## CCSD looks too good

The row for CCSD looks wrong. It misses the gap of BH2Si by only 4 meV, while CCSD(T), which adds an approximate treatment of triple excitations, misses it by 9 meV. The total energy of the neutral molecule gives the opposite order: CCSD lies 184 meV above the reference and CCSD(T) only 41 meV. The level with the better gap has by far the poorer energy.

Vertical ionisation gap of BH2Si, from the neutral doublet to the triplet cation, computed with Ansatz 0.2.0 and the in-house AFQMC program afq 1. Both states use UHF determinants, the cc-pVDZ basis, frozen cores and the same PBE0/def2-TZVP geometry. Phaseless AFQMC (ph-AFQMC) has a CISD trial; released AFQMC lets the phaseless constraint go.

| level | this level less the reference (CCSDT(Q), same basis) (meV) | statistical noise, one standard error (meV) |
| --- | --- | --- |
| HF | -750.0 | 0.000 |
| MP2 | -87.0 | 0.000 |
| CCSD | 4.0 | 0.000 |
| CCSD(T) | 9.0 | 0.000 |
| CCSDT | 0.0 | 0.000 |
| ph-AFQMC/CISD | -5.0 | 12.000 |
| released AFQMC | 27.0 | 18.000 |

The gap is the energy needed to remove one electron at fixed atoms, from a neutral doublet to a triplet cation. The error is the gap of a level less the CCSDT(Q) gap of 8.858 eV, so a negative sign means that the electron comes off too easily. A singlet cation might lie lower, so this gap need not be the first ionisation energy.

## A gap error is a difference of two errors

Let $\varepsilon_n$ be the error of a level in the total energy of the neutral, and $\varepsilon_c$ its error for the cation, both relative to CCSDT(Q). The error of the gap is then

$$\delta = \varepsilon_c - \varepsilon_n .$$

The neutral errors come from the same calculations, and the cation errors follow by adding $\delta$ to them. For CCSD this gives 188 meV for the cation against 184 meV for the neutral. The small gap error is what remains when two much larger errors are subtracted.

The step to CCSD(T) shows the same thing. The triples correction lowers the neutral by 143 meV and the cation by 138 meV, so both states move much closer to the reference. The gap changes by only the 5 meV between these two shifts, and it happens to move away from the reference. CCSD's lead in the table is therefore no sign of a better description.

## Why Hartree-Fock falls so low

Hartree-Fock puts the gap 750 meV too low, about 8 per cent of the reference value. Each state has its own relaxed orbitals, so frozen orbitals are not to blame. What Hartree-Fock lacks is correlation, the way electrons avoid one another from moment to moment. The size of the error thus says how much more correlation energy the neutral has than the cation.

Theory explains why the neutral has more. Electrons of like spin are already kept apart by the antisymmetry of the wave function, even in Hartree-Fock. Electrons of opposite spin are not, and two that share an orbital meet most often. Their avoidance is the largest part of what Hartree-Fock omits: in the neutral, opposite-spin pairs supply 83 per cent of the MP2 correlation energy.

The neutral has five valence electrons of one spin and four of the other; the triplet cation has five and three. If the other electrons keep their orbitals, which the outputs for the neutral cannot show, ionisation removes one of the four minority-spin electrons, each of which had a partner in the same orbital. Five of the twenty opposite-spin pairs disappear, among them one of the closest. Hartree-Fock never counted the stabilisation of these pairs, so it binds the departing electron too weakly.

A crude count gives the right order of magnitude. If all pairs of one kind carry equal correlation, the neutral's MP2 energy implies a loss of about 0.9 eV on ionisation. MP2 in fact raises the gap by 0.66 eV. The count ignores that pairs are not alike and that those that survive need not keep their correlation unchanged, so it can give no more than the order of magnitude.

One reservation concerns the starting determinant. The one used for the neutral is a saddle point, so a lower Hartree-Fock solution exists. With the cation unchanged, that solution would give a larger Hartree-Fock gap and a smaller error. The size of the effect is unknown, and so is the stability of the cation's determinant. The coupled-cluster runs on the neutral start from the same saddle point.

## Why the correlated levels come so close

MP2 misses the total energy of the neutral by 1215 meV, yet it misses the gap by only 87 meV. Most electrons are common to both states, and so is most of what a level fails to describe about them. That part drops out of the difference. What counts is how the omitted correlation changes when one electron leaves.

The simplest assumption is that a level omits the same share $q$ of the correlation energy in both states. Since the neutral has 750 meV more correlation energy than the cation, the gap error becomes

$$\delta \approx -q \times 750\ \text{meV}.$$

No constant is fitted, but the Hartree-Fock row supplies the 750 meV and so cannot test the rule.

For MP2 the neutral error is 1215 meV out of a correlation energy of 5161 meV, so $q = 1215/5161 \approx 0.235$. The rule then predicts $-0.235 \times 750 \approx -177$ meV. The computed error is $-87$ meV. The sign is right and the size is twice too large, though still far below the neutral's own error.

## Two tendencies that nearly balance

The rule fails more plainly for CCSD and CCSD(T), where it predicts a gap slightly too small and the table has one slightly too large. The reason can be read from the correlation shares. CCSD recovers 96.4 per cent in the neutral but 95.7 per cent in the cation. MP2 and CCSD(T) also do slightly worse for the cation.

Two tendencies therefore work against each other. The neutral has more correlation energy to lose, which pulls the gap down. The cation is described a little less completely, which pushes the gap up. With $q_n$ and $q_c$ for the omitted shares in the two states, and $C_c$ for the cation's correlation energy, the gap error is exactly

$$\delta = -q_n \times 750\ \text{meV} + (q_c - q_n)\,C_c .$$

This is bookkeeping rather than a test, but it shows where the odd row comes from. For CCSD the first term is $-27$ meV, so the second must be $+31$ meV to give the computed 4 meV. For CCSD(T) the terms are $-6$ and $+15$ meV. Both have shrunk, but the first has shrunk more, and the sum has grown.

Why the cation is the harder state remains a guess. The departed electron leaves room in a valence orbital, and the remaining electrons may use it for excitations that low levels describe poorly. Full CCSDT treats triple excitations without the perturbative shortcut. It leaves both states about 8 meV above the reference, and the gap error vanishes at the precision of the table.

## What the Monte Carlo rows can decide

The two AFQMC rows do not settle the order of CCSD and CCSD(T). The phaseless gap error is $-5$ meV with a noise of 12 meV, so it is compatible with zero and with both coupled-cluster values. That noise does not include the bias of the phaseless constraint, which comes on top. For the neutral alone the phaseless energy is 26 meV too high, so this gap too seems to profit from cancellation.

The released walk gives an error of $+27$ meV, which is 1.5 standard errors and no firm deviation. For the neutral, its last point lies 21 meV below CCSDT(Q), while a separate projection without constraint ends 23 meV above it. The released energy of the neutral still fell by 17 meV over the last interval, so no plateau is shown. The unconstrained walks thus fix the energy to a few tens of meV, not to a few. Nor is their agreement with CCSDT(Q) independent support, because the reference was accepted only on condition of such agreement.

## A neighbouring case

The first thing to ask about any ionisation is whether it breaks a pair. Sodium and magnesium atoms show the difference. Sodium gives up a lone valence electron, and Hartree-Fock comes fairly close to its ionisation energy. Magnesium gives up one of two electrons in the same orbital, and Hartree-Fock falls much further below.

BH2Si offers both routes. The triplet cation of this table is presumably reached by breaking a pair, as in magnesium. Removing the unpaired electron from the $\pi$ orbital would instead leave a singlet cation with all four pairs intact. By the same argument, Hartree-Fock should err less for that ionisation, though this series does not test it.

The argument also shows what the basis does. Close pairs need many basis functions to describe how two electrons avoid each other, and cc-pVDZ is small. A larger basis should add more correlation energy to the neutral than to the cation and so raise the gap. The errors in the table compare levels within this one basis, not with nature.

## In silicon processing

Boron is an acceptor dopant in silicon and can be introduced from the gas phase during growth. If fragments with a boron-silicon bond form there, their ionisation energies can help to identify them in a mass spectrometer. An error of three quarters of an eV could mislead such an assignment, whereas the few meV that separate CCSD from CCSD(T) would not matter.

The output printed after this text lists the errors of both states and the equal-share rule for every row.

Numerical output:

```
Errors of the two states in meV and shares of correlation in percent:
             row  neutral error  cation error inferred  neutral share  cation share
              HF           5161                   4411              0             0
             MP2           1215                   1128          76.45         74.42
            CCSD            184                    188          96.44         95.74
         CCSD(T)          40.58                  49.58          99.21         98.88
           CCSDT           7.57                   7.57          99.85         99.83
   ph-AFQMC/CISD          25.56                  20.56           99.5         99.53
  released AFQMC         -21.33                   5.67          100.4         99.87
Equal-share rule for the gap error in meV:
             row    rule  computed    miss
              HF    -750      -750       0
             MP2  -176.6       -87  -89.61
            CCSD  -26.74         4  -30.74
         CCSD(T)  -5.898         9   -14.9
           CCSDT    -1.1         0    -1.1
   ph-AFQMC/CISD  -3.715        -5   1.285
  released AFQMC     3.1        27   -23.9
HF gap in eV: 8.108
HF gap error in percent of the reference gap: -8.467
part of the HF gap error removed by MP2 in meV: 663
part of the HF gap error removed by MP2 in percent: 88.4
opposite-spin share of the neutral MP2 correlation in percent: 82.9
rough equal-pair estimate of the MP2 correlation lost on ionisation in meV: 944.2
lowering of the neutral by the triples correction in meV: 143.4
lowering of the cation by the triples correction in meV: 138.4
phaseless gap error in standard errors: -0.4167
released gap error in standard errors: 1.5
fall of the neutral released energy over the last interval in meV: 17.1
free projection of the neutral less CCSDT(Q) in meV: 23.27
```
